**Picture-changed charge and current density, and the X-ray form factor of gold**

A two-component Hamiltonian obtained by exact decoupling has the electronic energies of the Dirac equation, but its wave function $\phi$ is no piece of the Dirac spinor $\psi$. The probability of finding the electron at $\mathbf r$ is $\psi^\dagger\psi$, and this differs from $\phi^\dagger\phi$. Today I derive the difference to leading order in $1/c$, for the density and for the current, and then see what it does to a Bragg reflection of gold.

## Premises

1. One electron of mass $m$ and charge $-e$ moves in a static potential energy $V(\mathbf r)$ and a static vector potential $\mathbf A(\mathbf r)$, with $\mathbf p=-i\hbar\nabla$ and $\boldsymbol\pi=\mathbf p+e\mathbf A$. For an atom, $V$ is a mean field and densities are summed over occupied spinors.
2. The Dirac equation is in the standard representation, $\psi=(\psi_L,\psi_S)$, energies counted from $mc^2$. The number density is $\rho=\psi^\dagger\psi$ and the number current is $\mathbf j=c\,\psi^\dagger\boldsymbol\alpha\psi$. Charge quantities are $-e\rho$ and $-e\mathbf j$.
3. The state lies in the electronic (positive-energy) subspace and is bound.
4. $p/mc$ and $|E-V|/mc^2$ are small where the electron mostly is.

I write $\lambda=\hbar/mc=3.862\times10^{-3}$ Å for the reduced Compton wavelength and use $\sigma_i\sigma_j=\delta_{ij}+i\epsilon_{ijk}\sigma_k$.

## Step 1: exact decoupling

The two halves of the Dirac equation read
$$E\psi_L=V\psi_L+c\,\boldsymbol\sigma\cdot\boldsymbol\pi\,\psi_S,\qquad E\psi_S=c\,\boldsymbol\sigma\cdot\boldsymbol\pi\,\psi_L+(V-2mc^2)\psi_S .$$
Let $X$ be the one operator with $\psi_S=X\psi_L$ for all electronic states. Apply $X$ to the first equation and equate the result with the second. The energy drops out:
$$2mc^2X=c\,\boldsymbol\sigma\cdot\boldsymbol\pi+[V,X]-cX\,\boldsymbol\sigma\cdot\boldsymbol\pi\,X.\tag{1}$$
The norm of $\psi$ is $\langle\psi_L|1+X^\dagger X|\psi_L\rangle$, so $\psi_L$ alone is not normalised. Define $\phi$ by $\psi_L=R\phi$ with the Hermitian $R=(1+X^\dagger X)^{-1/2}$. Then $\langle\phi|\phi\rangle=\langle\psi|\psi\rangle$, and exactly
$$\rho=(R\phi)^\dagger(R\phi)+(XR\phi)^\dagger(XR\phi),\qquad \mathbf j=c\,(R\phi)^\dagger\boldsymbol\sigma\,(XR\phi)+\text{c.c.}\tag{2}$$
The second form follows because $\boldsymbol\alpha$ has $\boldsymbol\sigma$ in both off-diagonal blocks. Equation (2) is the picture change. Leaving it out means setting $\rho=|\phi|^2\equiv\phi^\dagger\phi$.

Iterating (1) in powers of $1/c$ gives
$$X=\frac{\boldsymbol\sigma\cdot\boldsymbol\pi}{2mc}+\frac{[V,\boldsymbol\sigma\cdot\boldsymbol\pi]}{4m^2c^3}-\frac{(\boldsymbol\sigma\cdot\boldsymbol\pi)^3}{8m^3c^3}+\dots,\qquad R=1-\frac{(\boldsymbol\sigma\cdot\boldsymbol\pi)^2}{8m^2c^2}+O(c^{-4}).$$
The leading terms do not contain $V$.

*Question: any further unitary operator on $\phi$ would decouple equally well. Is your result unique?*

The density $\rho$ is unique. Its expression through $\phi$ belongs to the choice of a Hermitian positive $R$, which to this order is the Foldy–Wouthuysen picture. Another choice changes $\phi$ and the correction together.

## Step 2: the density

Put $\chi=\boldsymbol\sigma\cdot\boldsymbol\pi\,\phi$. Through order $c^{-2}$ the large component contributes $|\phi|^2-\mathrm{Re}[\phi^\dagger\boldsymbol\sigma\cdot\boldsymbol\pi\,\chi]/(4m^2c^2)$, the two cross terms of $1/8$ each adding to a real part. The small component contributes $\chi^\dagger\chi/(4m^2c^2)$. The $c^{-3}$ part of $X$ first enters at $c^{-4}$. Hence
$$\rho-|\phi|^2=\frac{1}{4m^2c^2}\,\mathrm{Re}\left[\chi^\dagger\chi-\phi^\dagger\boldsymbol\sigma\cdot\boldsymbol\pi\,\chi\right].\tag{3}$$
The bracket is a divergence. From $\nabla=(i/\hbar)(\boldsymbol\pi-e\mathbf A)$ acting on $\chi$, and its conjugate acting on $\phi^\dagger$, the terms in $\mathbf A$ cancel in the product rule:
$$\nabla\cdot(\phi^\dagger\boldsymbol\sigma\chi)=\frac{i}{\hbar}\left[\phi^\dagger\boldsymbol\sigma\cdot\boldsymbol\pi\,\chi-\chi^\dagger\chi\right].$$
So the bracket in (3) equals $i\hbar\nabla\cdot\mathbf K$ with $\mathbf K=\phi^\dagger\boldsymbol\sigma\chi$. The Pauli identity splits $\mathbf K$:
$$K_i=\phi^\dagger\sigma_i\sigma_j\pi_j\phi=\phi^\dagger\pi_i\phi+i\,\phi^\dagger(\boldsymbol\pi\times\boldsymbol\sigma)_i\phi.\tag{4}$$
Now $\mathrm{Re}(i\hbar\mathbf K)=-\hbar\,\mathrm{Im}\,\mathbf K$, and
$$\mathrm{Im}\,\mathbf K=\mathrm{Im}(\phi^\dagger\boldsymbol\pi\phi)+\mathrm{Re}[\phi^\dagger(\boldsymbol\pi\times\boldsymbol\sigma)\phi],\qquad \mathrm{Im}(\phi^\dagger\boldsymbol\pi\phi)=-\hbar\,\mathrm{Re}(\phi^\dagger\nabla\phi)=-\frac{\hbar}{2}\nabla|\phi|^2 ,$$
where $e\mathbf A|\phi|^2$ is real and drops out. Collecting terms,
$$\rho=|\phi|^2+\frac{\hbar^2}{8m^2c^2}\nabla^2|\phi|^2-\frac{\hbar}{4m^2c^2}\nabla\cdot\mathbf W+O(c^{-4}),\qquad \mathbf W=\mathrm{Re}[\phi^\dagger(\boldsymbol\pi\times\boldsymbol\sigma)\phi].\tag{5}$$
Without a magnetic field $\boldsymbol\pi=\mathbf p$. The correction is a divergence of a field that decays at infinity, so by Gauss's theorem it integrates to zero: charge is moved and none is created.

*Question: at a point nucleus $|\phi|^2$ has a cusp. Does its Laplacian hide a delta function?*

No. For the lowest-order $s$ function $|\phi|^2\approx\rho_0(1-2Zr/a_0)$, whose Laplacian is $-4Z\rho_0/(a_0r)$. The gradient stays bounded, the flux through a small sphere vanishes as $r^2$, and the integral is still zero. The correction equals $\rho_0$ in size at $r=Z\lambda^2/2a_0=Z\alpha\lambda/2$, since $\lambda=\alpha a_0$. That is also where $|V|=2mc^2$, so premise 4 fails there.

*Question: are these two terms the Darwin and spin-orbit terms in disguise?*

Yes. A small change $\delta V$ shifts the Dirac energy by $\int\delta V\rho\,d^3r$. Integrate (5) by parts, twice for the second term and once for the third:
$$\delta E=\left\langle\phi\left|\,\delta V+\frac{\hbar^2}{8m^2c^2}\nabla^2\delta V+\frac{\hbar}{4m^2c^2}\boldsymbol\sigma\cdot(\nabla\delta V\times\boldsymbol\pi)\right|\phi\right\rangle .$$
I used $\mathbf a\cdot(\boldsymbol\pi\times\boldsymbol\sigma)=\boldsymbol\sigma\cdot(\mathbf a\times\boldsymbol\pi)$. These are the Darwin and spin-orbit operators of the Pauli Hamiltonian with their signs and factors.

## Step 3: the current

In (2) the factor $c$ cancels the $1/c$ of $X$, so the leading order needs only $R=1$, and $\mathbf j=(\mathbf K+\mathbf K^*)/2m=\mathrm{Re}\,\mathbf K/m$. From (4),
$$\mathrm{Re}\,\mathbf K=\mathrm{Re}(\phi^\dagger\boldsymbol\pi\phi)-\mathrm{Im}[\phi^\dagger(\boldsymbol\pi\times\boldsymbol\sigma)\phi].$$
The part with $\mathbf A$ in the last bracket is real. The rest has components $-i\hbar\epsilon_{ijk}\phi^\dagger\sigma_k\partial_j\phi$, with imaginary part $-\hbar\epsilon_{ijk}\mathrm{Re}(\phi^\dagger\sigma_k\partial_j\phi)=-(\hbar/2)\epsilon_{ijk}\partial_j(\phi^\dagger\sigma_k\phi)$, because $\sigma_k$ is Hermitian. Therefore
$$\mathbf j=\frac1m\mathrm{Re}(\phi^\dagger\boldsymbol\pi\phi)+\frac{\hbar}{2m}\nabla\times(\phi^\dagger\boldsymbol\sigma\phi)+O(c^{-2}).\tag{6}$$
One complex vector $\mathbf K$ holds both results: its real part is the current and its imaginary part generates the density shift. Multiplied by $-e$, the second term of (6) is $\nabla\times\mathbf M$ with $\mathbf M=-\mu_B\phi^\dagger\boldsymbol\sigma\phi$ and $\mu_B=e\hbar/2m$, the magnetisation current of a spin with $g=2$.

*Question: do (5) and (6) satisfy the continuity equation together?*

Order by order only. Equation (6) is of order $c^0$ and pairs with $|\phi|^2$, the curl having no divergence. The $c^{-2}$ terms of (5) pair with $c^{-2}$ terms of $\mathbf j$, which need the second and third terms of $X$ and depend on $V$. In the current the picture change survives the limit $c\to\infty$, and in the density it does not.

## Step 4: the form factor

Set $\mathbf A=0$ and define $f(\mathbf q)=\int\rho\,e^{i\mathbf q\cdot\mathbf r}d^3r$, with $q=4\pi\sin\theta/\lambda_X$ for Bragg angle $\theta$ and X-ray wavelength $\lambda_X$. Let $f_0$ be the same transform of $|\phi|^2$. Integration by parts turns $\nabla$ into $-i\mathbf q$:
$$f=f_0\left(1-\frac{q^2\lambda^2}{8}\right)+\frac{i\hbar}{4m^2c^2}\,\mathbf q\cdot\int\mathbf W e^{i\mathbf q\cdot\mathbf r}d^3r .$$
Take a closed subshell, $\phi=g(r)\Omega_{\kappa m}$ with $\int g^2r^2dr=1$, $N=2|\kappa|$ electrons, $\kappa=l$ for $j=l-\tfrac12$ and $\kappa=-(l+1)$ for $j=l+\tfrac12$. The sum over $m$ is invariant under rotations, so $\mathbf W$ is radial. Its radial part follows from $\mathbf r\cdot(\mathbf p\times\boldsymbol\sigma)=\boldsymbol\sigma\cdot\mathbf L$, which has the eigenvalue $-\hbar(\kappa+1)$, and from $\sum_m\Omega^\dagger\Omega=N/4\pi$. Thus $W_r=-\hbar(\kappa+1)Ng^2/(4\pi r)$, and the third term of (5) is $N(\kappa+1)\lambda^2(rg^2)'/(16\pi r^2)$. Transform it with $j_0(qr)$ and integrate by parts with $j_0'=-j_1$. With $x=qr$,
$$\delta f=f-f_0=-\frac{q^2\lambda^2}{8}\sum_{\text{subshells}}N\left[\langle j_0(x)\rangle-2(\kappa+1)\left\langle\frac{j_1(x)}{x}\right\rangle\right].\tag{7}$$
At small $q$, $f=N(1-q^2\langle r^2\rangle/6)$ and $j_1/x\to1/3$, so each electron has
$$\langle r^2\rangle_\psi-\langle r^2\rangle_\phi=\lambda^2\left[\tfrac34-\tfrac12(\kappa+1)\right],\tag{8}$$
whatever its radial function. An $s$ electron has $\kappa=-1$ and no spin-orbit term. For the two subshells of one $l$, $N(\kappa+1)=+2l(l+1)$ and $-2l(l+1)$. The spin-orbit terms of a full $l$ shell cancel at order $q^2$, and at all $q$ if both subshells share one radial function.

*Question: can (8) be tested on something exact?*

On the $1s$ state of hydrogen, in units $\hbar=m=a_0=1$, where $\lambda=1/c=\alpha$. The Dirac radial density goes as $r^{2\gamma}e^{-2r}$ with $\gamma=\sqrt{1-\alpha^2}$, so $\langle r^2\rangle_\psi=(\gamma+1)(2\gamma+1)/2=3-\tfrac74\lambda^2+\dots$. For $\phi$, perturb $\phi_0=e^{-r}/\sqrt\pi$ with $H'=-p^4/8c^2+(\pi/2c^2)\delta(\mathbf r)$. The shift is $2\langle\phi_0|H'|G\phi_0\rangle$, where $(H_0-E_0)G\phi_0=-(r^2-3)\phi_0$ and $\langle G\rangle=0$. The equation is $-\tfrac12(G''+2G'/r)+G'=3-r^2$, solved by $G=\tfrac{11}{2}-r^2-\tfrac13r^3$. The contact term gives $G(0)/2c^2=11/4c^2$. With $p^2\phi_0=(2/r-1)\phi_0$ and $p^2G\phi_0=[(2/r-1)G-2(r^2-3)]\phi_0$, the overlap $\langle p^2\phi_0|p^2G\phi_0\rangle$ is 32, which gives $-4/c^2$. Then $\langle r^2\rangle_\phi=3+2(\tfrac{11}{4}-4)\lambda^2=3-\tfrac52\lambda^2$, and adding $\tfrac34\lambda^2$ from (8) returns $3-\tfrac74\lambda^2$. The unchanged picture overstates the relativistic contraction of $\langle r^2\rangle$ by the factor $10/7$.

## Range of validity

The expansion parameter is $p^2/m^2c^2$, which is $(Z\alpha)^2$ for a $1s$ electron. Part of the next order can be had in closed form. For $V=0$, (1) is solved exactly: in momentum space $\psi=u\phi$ with $u=(\cos\vartheta,\ \boldsymbol\sigma\cdot\mathbf n\sin\vartheta)$, $\mathbf n=\mathbf p/p$ and $\tan2\vartheta=k\equiv p/mc$. Since $\mathbf r=i\lambda\nabla_k$, $\langle r^2\rangle_\psi=\lambda^2\int|\nabla_k(u\phi)|^2d^3k$. The cross term contains $u^\dagger\nabla_ku=-i\sin^2\vartheta\,(\mathbf n\times\boldsymbol\sigma)/k$, which is the spin-orbit part. The spin-free part, from $\sum_i[\partial_i(\boldsymbol\sigma\cdot\mathbf n)]^2=2/k^2$ and with $\varepsilon=\sqrt{1+k^2}$, is
$$\sum_i\partial_iu^\dagger\partial_iu=\vartheta'^2+\frac{2\sin^2\vartheta}{k^2}=\frac{1}{4\varepsilon^4}+\frac{1}{\varepsilon(\varepsilon+1)}=\frac34\left(1-\frac76k^2+\dots\right).\tag{9}$$
The commutator $[V,X]$ adds terms of the same order, so (9) gives a size and no more. The conditions are these:

- $(Z\alpha)^2\ll1$ for the shells that carry the property. In gold $Z\alpha=0.576$, $(Z\alpha)^2=0.332$ and $\tfrac76(Z\alpha)^2=0.39$, so (5) is rough for the $1s$ shell and better farther out.
- $r\gg Z\alpha\lambda/2$, which is $1.1\times10^{-3}$ Å in gold. Densities at the nucleus need the full equation (2).
- $q\lambda\ll1$, since (7) is the first term of a series in $q\lambda$ as well.
- Static fields and electronic states only.

## Illustration: the (111) reflection of gold

The atom is $5d^{10}6s^1$: full $l$ shells and one $s$ electron. Gold is non-magnetic, so time-reversed partners cancel in (6) and the crystal has $\mathbf j=0$. In a magnet the spin term would have the transform $-(i\hbar/2m)\,\mathbf q\times\mathbf s(\mathbf q)$, with $\mathbf s(\mathbf q)$ the transform of $\phi^\dagger\boldsymbol\sigma\phi$. Here only (7) matters, and its first term is $-q^2\lambda^2f_0/8$.

Inputs are $Z=79$ and an approximate fcc lattice parameter $a=4.08$ Å. For $f_0$ I take a model, the Thomas–Fermi atom with Molière's approximate screening function $\sum_iA_ie^{-b_ir/a_{TF}}$, $A=(0.35,0.55,0.10)$, $b=(0.3,1.2,6.0)$, and $a_{TF}=(9\pi^2/128)^{1/3}a_0Z^{-1/3}=0.1092$ Å. Poisson's equation gives each term the density $ZA_i\beta_i^2e^{-\beta_ir}/4\pi r$ with $\beta_i=b_i/a_{TF}$, whose transform is
$$f_0=Z\sum_i\frac{A_ib_i^2}{b_i^2+y^2},\qquad y=qa_{TF}.$$
For (111), $q=2\pi\sqrt3/a=2.667$ Å$^{-1}$ and $y=0.291$. The three terms are 0.1802, 0.5194 and 0.0998, with sum 0.7994, so $f_0=63.1$. Further $q\lambda=0.01030$ and $q^2\lambda^2/8=1.326\times10^{-5}$. The same steps at eight times the $q$ give the second row.

| reflection | $q$ (Å$^{-1}$) | $f_0$ | $q^2\lambda^2/8$ | $-q^2\lambda^2f_0/8$ |
|---|---|---|---|---|
| (111) | 2.667 | 63.1 | $1.326\times10^{-5}$ | $-8.4\times10^{-4}$ |
| (888) | 21.34 | 16.4 | $8.49\times10^{-4}$ | $-0.014$ |

*Question: how many of those figures survive the neglected terms?*

One. First the next order in $1/c^2$. By (9) it takes about $\tfrac76\sum\langle k^2\rangle=\tfrac73T/mc^2$ off the $f_0$ in the last column, $T$ being the total kinetic energy, provided the shells that hold most of $T$ still scatter in phase. The Thomas–Fermi value, approximately $0.7687\,Z^{7/3}$ hartree, is $5.6\times10^5$ eV, so $T/mc^2=1.1$ and the reduction is 2.6 electrons: 4 per cent at (111), 16 per cent at (888).

Second, the spin-orbit residue. Let the $j=l-\tfrac12$ function be the $j=l+\tfrac12$ one contracted by a fraction $\eta$. Since $x\,d(j_1/x)/dx=-j_2$, the bracket sum in (7) falls by $4l(l+1)\eta\langle j_2\rangle$, and $j_2\le0.307$. At (111) only $5d$ and $5p$ are wide enough to matter, as $j_2\approx x^2/15$ for the inner shells. Typical values $\eta=0.05$ and $0.10$ give at most $0.307\,(24\times0.05+8\times0.10)=0.61$, or 1 per cent. At (888), putting all four $p$ shells at 0.10, the three $d$ shells and the $f$ shell at 0.05 and every $\langle j_2\rangle$ at its maximum gives a loose ceiling of 2.8, or 17 per cent. The model's picture change is therefore about $-8\times10^{-4}$ electrons at (111) and about $-0.01$ at (888).

*Question: could a diffraction experiment see it?*

Other terms are far larger. A typical room-temperature Debye–Waller parameter $B\approx0.6$ Å$^2$ removes $f_0[1-e^{-B(q/4\pi)^2}]=1.7$ electrons at (111). The scattering amplitude is also not exactly the transform of $\rho$. The term $-\pi^4/8m^3c^2$ of the two-component Hamiltonian multiplies the Thomson coupling $e^2A^2/2m$ by $1-(p^2+2p_A^2)/2m^2c^2$, with $p_A$ the momentum along $\mathbf A$, and summed over the atom this is of order $T/mc^2$, about one electron. Dispersion corrections near absorption edges come on top. Even thermal expansion competes. The model has $df_0/d\ln q=-2Z\sum_iA_ib_i^2y^2/(b_i^2+y^2)^2=-18.4$ at (111). With the measured linear expansion $14.2\times10^{-6}$ K$^{-1}$ at 293 K (compiled value, Kaye and Laby Online, NPL), $q$ shrinks on heating and $f_0$ rises by $2.6\times10^{-4}$ per kelvin. The place where (7) shows directly is a comparison of computed form factors, four-component against two-component without picture change, where at this order the unchanged density gives the larger value. In the model, the picture change of the gold (111) form factor equals the effect of lattice contraction alone on cooling by about 3 K.